**Photoionisation of the 2p$_{3/2}$ subshell of Sr$^{5+}$ far above threshold**

The four L$_3$ (2p$_{3/2}$) electrons of Sr$^{5+}$ are bound by about 2 keV. Half a keV above that threshold their cross section is about 150 kb (1 kb $=10^{-21}$ cm$^2$), and a factor of about 60 in photon energy costs almost six orders of magnitude. Up to 10 keV the photon carries about a tenth of the momentum of the electron it ejects. At the top of the range it carries more than a third, and the electron moves at about $0.6c$.

Photoionisation of the L3 subshell of Sr5+, [Ar] 3d10 4s2 4p3, with Radial Dirac-Fock and Kohn-Sham solver 5: Dirac-Hartree-Slater potential of the initial state with a Latter tail, Dirac-Fock Delta-SCF threshold, nuclear rms radius 4.224 fm. Cross sections include all multipoles (length form near threshold, velocity form far above); beta is from the dipole term alone.

```
photon energies (eV)  cross section (kb)   beta
                2560               152.2  1.399
                6470               10.49  1.336
                9530               3.105  1.173
                9930               2.721  1.153
               15100              0.6847    n/a
               22600              0.1734    n/a
               32500             0.04864    n/a
               53500            0.008167    n/a
               76200            0.002264    n/a
              150000           0.0001964    n/a
```

The values come from an independent-particle Dirac calculation. Below, $E$ is the photon energy and $\sigma$ the cross section of this one subshell. The column beta is the $\beta$ of the dipole angular distribution $d\sigma/d\Omega=(\sigma/4\pi)[1+\beta P_2(\cos\theta)]$, with $\theta$ measured from the polarisation of the light. Because only L$_3$ is counted, the curve passes without a jump through the K edge, which lies inside this energy range. The analysis printed after the text lists the exponents and ratios row by row; nothing in it is fitted.

**(a)** Why does $\sigma$ fall so steeply? Find the power law that nonrelativistic dipole theory gives for a p subshell at high energy, and compare it with the local exponent $n=\Delta\ln\sigma/\Delta\ln E$ of the table.

**Solution.** A free electron cannot absorb a photon, because energy and momentum cannot both be conserved. The photon brings the energy but only a small part of the final momentum $k$, and the nucleus has to take up the recoil. A momentum $k$ can be exchanged only where the potential varies over a length $1/k$, so the absorption takes place at $r\sim 1/k$ from the nucleus. As $E$ rises this region shrinks, and a p orbital, which vanishes as $r$, has little amplitude in it.

The acceleration form of the dipole operator makes this quantitative. In atomic units $\sigma\propto (k/E)\,|\langle f|\boldsymbol\epsilon\cdot\mathbf p|i\rangle|^2$, and the commutator with the Hamiltonian replaces $\mathbf p$ by $\nabla V/E$, with $\nabla V=Z\mathbf r/r^3$ near the nucleus. There the orbital is $\psi_m\approx N r_m$ ($m=x,y,z$), and to leading order the final state is a plane wave. For polarisation along $i$ the matrix element is a Fourier transform:

$$\int \frac{r_i r_m}{r^3}\,e^{-i\mathbf k\cdot\mathbf r}\,d^3r=\frac{4\pi}{k^2}\left(\delta_{im}-2\,\frac{k_ik_m}{k^2}\right).$$

Hence $\sigma\propto k\,E^{-3}\,k^{-4}Z^2N^2$, and with $k\propto E^{1/2}$ the limit is $\sigma\propto E^{-9/2}$. Each further unit of orbital angular momentum $l$ adds a factor $r\sim 1/k$ to the amplitude, so the general exponent is $-(l+7/2)$. For a hydrogenic 2p orbital $N^2\propto Z^5$, and the limit scales as $Z^7$.

The table shows that this limit is far from reached. The exponent is $-2.9$ in the first interval and steepens to $-3.6$ between 53.5 and 76.2 keV. An $E^{-4.5}$ law started at the first row would miss the last row by a factor of 116. The curve is not a single power law, and it is flatter than the limit in every interval.

In the last interval the steepening stops. The exponent goes from $-3.627$ to $-3.610$, but if the printed energies are rounded to three figures the two together are uncertain by up to 0.04, so the safe reading is a plateau, not a reversal. For the same reason the short interval from 9530 to 9930 eV fixes its exponent only to about a tenth. The calculation changes from the length to the velocity form of the operator somewhere along the curve, and the exponents show no break at this spacing.

**(b)** Treat the subshell as four electrons in the 2p orbital of a hydrogen-like ion. Estimate $\sigma$ at 6470 eV without adjustable constants, and decide how much of the gap between the table's exponent and the limit of (a) this picture explains.

**Solution.** The simpler system is a one-electron ion of charge $Z_s$. The analogy rests on (a): absorption occurs close to the nucleus, inside nearly all the other electrons. The K and L electrons lower the effective charge, and Slater's rules give $Z_s=38-2(0.85)-7(0.35)=33.85$. The M and N electrons lie mostly outside and act like a charged shell, which raises the potential inside by a constant and exerts no force. The analogy holds for a fast electron formed at small $r$; it leaves out relativity, higher multipoles and the variation of screening with radius.

The constant shift has a consequence that is easy to miss. The energy scale of the absorption region is the internal threshold $I_H=Z_s^2\,\mathrm{Ry}/4=3897$ eV, nearly twice the true threshold of 2020.8 eV. The shift lowers the binding energy, but inside the shell the initial and final states are those of the hydrogenic ion, separated by $E$. With $x=I_H/E$, $k^2=(E-I_H)/\mathrm{Ry}$ and the Coulomb parameter $\eta=Z_s/k$, the Stobbe formula for four 2p electrons is

$$\sigma=4\,\frac{2^{14}\pi^2\alpha a_0^2}{9Z_s^2}\;x^5\,(3+8x)\;\frac{e^{-4\eta\,\mathrm{arccot}(\eta/2)}}{1-e^{-2\pi\eta}},$$

where $\alpha$ is the fine-structure constant and $a_0$ the Bohr radius. With $\mathrm{Ry}=13.606$ eV, the steps at 6470 eV are

$$x=\frac{3897.5}{6470}=0.6024,\qquad k=\sqrt{\frac{6470-3897.5}{13.606}}=13.75,\qquad \eta=\frac{33.85}{13.75}=2.462,$$

$$x^5(3+8x)=0.07933\times 7.819=0.6203,\qquad e^{-4(2.462)(0.6823)}=1.208\times10^{-3},$$

$$\sigma=\frac{4\cdot 2^{14}\pi^2\alpha a_0^2}{9\,(33.85)^2}\times0.6203\times1.208\times10^{-3}=9.6\ \mathrm{kb}.$$

The denominator $1-e^{-2\pi\eta}$ is 1 to this accuracy. The table has 10.49 kb, 9% above the estimate, which took nothing from this row or any other.

The formula also shows why the limit comes so late. For $\eta\to0$ the last factor tends to $1/(2\pi\eta)\propto E^{1/2}$, which turns $x^5$ into $E^{-4.5}$. Its first correction is a factor $e^{-\pi\eta}$. Part (a) took the orbital as exactly proportional to $r$ and the outgoing electron as a plane wave; over a distance $1/k$ the attraction of the nucleus changes both by a relative amount of order $\eta$. Since $\eta$ decays only as $E^{-1/2}$, the correction rises slowly towards 1 and flattens the exponent by about $\pi\eta/2$ at leading order. At 150 keV, $k=\sqrt{(150000-3897)/13.606}=103.6$ and $\eta=0.33$, so this is still about 0.5.

The full formula confirms that size. In the last interval the estimate has an exponent of $-4.0$, which is 0.50 short of the limit, while the table is 0.89 short. A little over half of the gap is thus present in a nonrelativistic dipole picture. The steepening of the table up to the plateau runs parallel to the slow fading of the Coulomb factor in the estimate.

The misfit is systematic. The ratio of table to estimate rises in order from 0.92 in the first row to 2.22 in the last, so the table is flatter than the estimate in every interval. The first row lies below $I_H$, where $k$ is imaginary and the formula has to be continued analytically. There the electron leaves with only 539 eV and the constant shift is least trustworthy, so the close agreement of that row should carry little weight.

One possible source of the rising ratio is screening: as $1/k$ shrinks, absorption moves inside the K and L charge and the force approaches that of the bare nucleus. The same formula with $Z=38$ shows how much room this leaves, since the table lies between the two versions in every row except the first, which is below both, and the last, which is above both. Theory argues that this effect saturates. Once $1/k$ is well inside the K shell, screening only lowers the normalisation $N$ of (a), and a nonrelativistic dipole cross section should settle at a constant fraction, below one, of the bare-charge value.

The numbers show no such settling. The excess of the table's exponent over the screened estimate stays near 0.15 from 6.5 to 22.6 keV and then grows to 0.40 in the last interval. The last row even exceeds the bare-charge value, by 9% of the latter, and the bare-charge curve is nearly as steep there as the screened one. Some physics outside the hydrogenic dipole picture is flattening the top of the curve.

The standard candidates are relativity and the higher multipoles, both included in the calculation. The ratio of photon to electron momentum reaches 0.36 in the last row, where $v/c=0.63$. The recoil the nucleus must supply is the difference of the two momenta, smaller for forward emission and larger for backward. Because the amplitude falls steeply with recoil, the forward gain outweighs the backward loss. In the extreme relativistic regime photoelectric cross sections fall only as $1/E$, so the exponent has to stop steepening and turn at some energy, and a plateau is what that turn would first look like. This attribution is argued, not shown: the table holds only the sum and does not divide the excess among screening, relativity and multipoles.

For a neighbouring ion the analogy says that $Z_s^2\sigma$ is a function of $E/I_H$ alone. Outer electrons enter only through the constant shift, so removing them should move the threshold much more than it changes $\sigma$ at a fixed high energy. By the same argument the averaging of the open 4p$^3$ shell over $j$, which resolves no ground term and no core-hole multiplets, bears on the threshold more than on these slopes. Coupling between the 2p and 2s ionisation channels is absent from an independent-particle calculation and can alter p cross sections far above threshold; its size here is untested, so the exponents describe this calculation and need not be those of the real ion.

**(c)** Why does $\beta$ exceed 1, and why does it fall as $E$ rises? What value does it approach in the limit of (a)?

**Solution.** A dipole photon takes a p electron into an s or a d wave. With $\rho=R_s/R_d$ the ratio of the radial matrix elements and $\Delta$ the difference of the continuum phases, the nonrelativistic Cooper–Zare formula reads

$$\beta=\frac{2-4\rho\cos\Delta}{2+\rho^2},$$

and the s share of the cross section is $\rho^2/(2+\rho^2)$. A pure d wave gives $\beta=1$, and an s wave added without interference lowers it. A value above 1 therefore requires interference with $\rho\cos\Delta<0$.

Interference is linear in $\rho$ while the s share is quadratic, so a weak channel has a large effect. Setting $\rho\cos\Delta=-|\rho|$, the most favourable case, the first row's $\beta=1.399$ needs $|\rho|\ge0.216$, an s share of only 2.3%. The bound uses a formula that ignores the spin-orbit splitting of the d wave, with corrections of order $(Z\alpha)^2=0.077$. It is meaningful for the first row and much less so near 10 keV, where $\beta-1$ is only about twice that.

The limit follows from the tensor in (a). Squaring $\delta_{im}-2k_ik_m/k^2$ and summing over $m$ gives $1-4\cos^2\theta+4\cos^2\theta=1$, so the emission is isotropic and $\beta\to0$. This limit is nonrelativistic, and the electron becomes relativistic before reaching it. The s part of the tensor is $\delta_{im}/3$ and carries one ninth of the intensity, which means $\rho=1/2$. The formula then returns $\beta=0$ only for $\cos\Delta=+1$, which fixes the sign convention. The interference that sharpens the distribution at low energy must thus change sign on the way to the limit.

The hydrogenic ion shows how. The factor $3+8x$ of (b) splits into an s part $1/3$ and a d part $\tfrac83(1+3x)$, so $\rho=1/(2\sqrt{1+3x})$, which keeps its sign and only doubles between $I_H$ and the limit. The Coulomb phase difference is $\Delta=\arctan\eta+\arctan(\eta/2)$, and it runs from $\pi$ for a slow electron to 0 for a fast one. Its cosine passes through zero at $\eta=\sqrt2$, that is at $E=3I_H$. At 6470 eV,

$$\rho=\frac{1}{2\sqrt{1+3(0.6024)}}=0.298,\qquad \cos\Delta=-0.482,\qquad \beta=\frac{2+4(0.298)(0.482)}{2+0.298^2}=1.233 .$$

The same slowly decaying $\eta$ that delays the power law in (b) thus rotates the phase and drives $\beta$ down. From 6470 to 9930 eV the estimate falls by 0.210 and the table by 0.183, so direction and size agree. In the estimate most of the fall comes from $\cos\Delta$, which shrinks to a quarter of its size over these rows while $\rho$ grows by about a seventh.

The estimate is too low in absolute terms, by 0.10 at 6470 eV and 0.13 in the two rows near 10 keV, far beyond the rounding of the column. Below $I_H$ it has no real phase, so it says nothing about the first row. Phases build up along the whole outward path, through the M and N shells where the analogy fails, whereas $\sigma$ is set close to the nucleus. That screened phases account for the offset is a guess consistent with this. The tabulated $\beta$ is the dipole term alone; with the photon carrying a tenth of the electron's momentum, the actual distribution can also differ between forward and backward emission, which $\beta$ does not describe. From 15100 eV up no $\beta$ is given; the entry n/a does not mean zero.

Numerical output:

```
threshold 2020.8 eV; first row 539 eV above it; screened Z 33.85; (Z alpha)^2 0.077
internal hydrogenic threshold: screened 3897 eV, bare 4912 eV (first row lies below: continued)
energy grows x58.6; cross section falls x7.75e+05; mean exponent -3.33
E/eV  E/threshold  table/kb  estimate/kb  table/screened  table/bare  v/c  p(photon)/p(electron)
   2560   1.27      152.2      166.2   0.92   0.59  0.046  0.109
   6470   3.20      10.49      9.607   1.09   0.66  0.131  0.096
   9530   4.72      3.105      2.686   1.16   0.68  0.170  0.108
   9930   4.91      2.721       2.34   1.16   0.68  0.174  0.110
  15100   7.47     0.6847     0.5555   1.23   0.70  0.222  0.130
  22600  11.18     0.1734     0.1324   1.31   0.72  0.276  0.154
  32500  16.08    0.04864    0.03492   1.39   0.75  0.331  0.181
  53500  26.47   0.008167   0.005291   1.54   0.80  0.418  0.228
  76200  37.71   0.002264   0.001335   1.70   0.87  0.487  0.267
 150000  74.23  0.0001964  8.864e-05   2.22   1.09  0.631  0.360
interval/eV  exponent: table, rounding (sigma only; with 3-figure energies), screened, bare, table-screened
  2560-  6470  -2.885 +-0.001; +-0.009  -3.075  -2.997 +0.190
  6470-  9530  -3.144 +-0.002; +-0.012  -3.290  -3.216 +0.147
  9530-  9930  -3.211 +-0.008; +-0.089  -3.359  -3.285 +0.148
  9930- 15100  -3.292 +-0.001; +-0.031  -3.431  -3.358 +0.139
 15100- 22600  -3.406 +-0.001; +-0.048  -3.556  -3.486 +0.151
 22600- 32500  -3.499 +-0.001; +-0.037  -3.668  -3.602 +0.169
 32500- 53500  -3.580 +-0.000; +-0.018  -3.786  -3.724 +0.206
 53500- 76200  -3.627 +-0.001; +-0.017  -3.892  -3.836 +0.265
 76200-150000  -3.610 +-0.001; +-0.022  -4.005  -3.956 +0.395
change of exponent between last two intervals +0.018; combined rounding up to 0.039
last interval, distance from -4.5: table 0.89, screened 0.50, bare 0.54
E^-4.5 from the first row would give 1.69e-06 kb at the last; table is x116 larger
beta (rounding 0.0005): E/eV, table, least |Rs/Rd|, least s share %, estimate: eta, Rs/Rd, s share %, cos, beta, table-estimate
  2560 1.399 0.216 2.28 | estimate has no phase below its internal threshold
  6470 1.336 0.179 1.57 | 2.46 0.298 4.3 -0.482 1.233 +0.103
  9530 1.173 0.089 0.39 | 1.66 0.335 5.3 -0.152 1.043 +0.130
  9930 1.153 0.078 0.31 | 1.61 0.339 5.4 -0.120 1.023 +0.130
beta fall, all four rows 0.246; last three rows: table 0.183, estimate 0.210
```
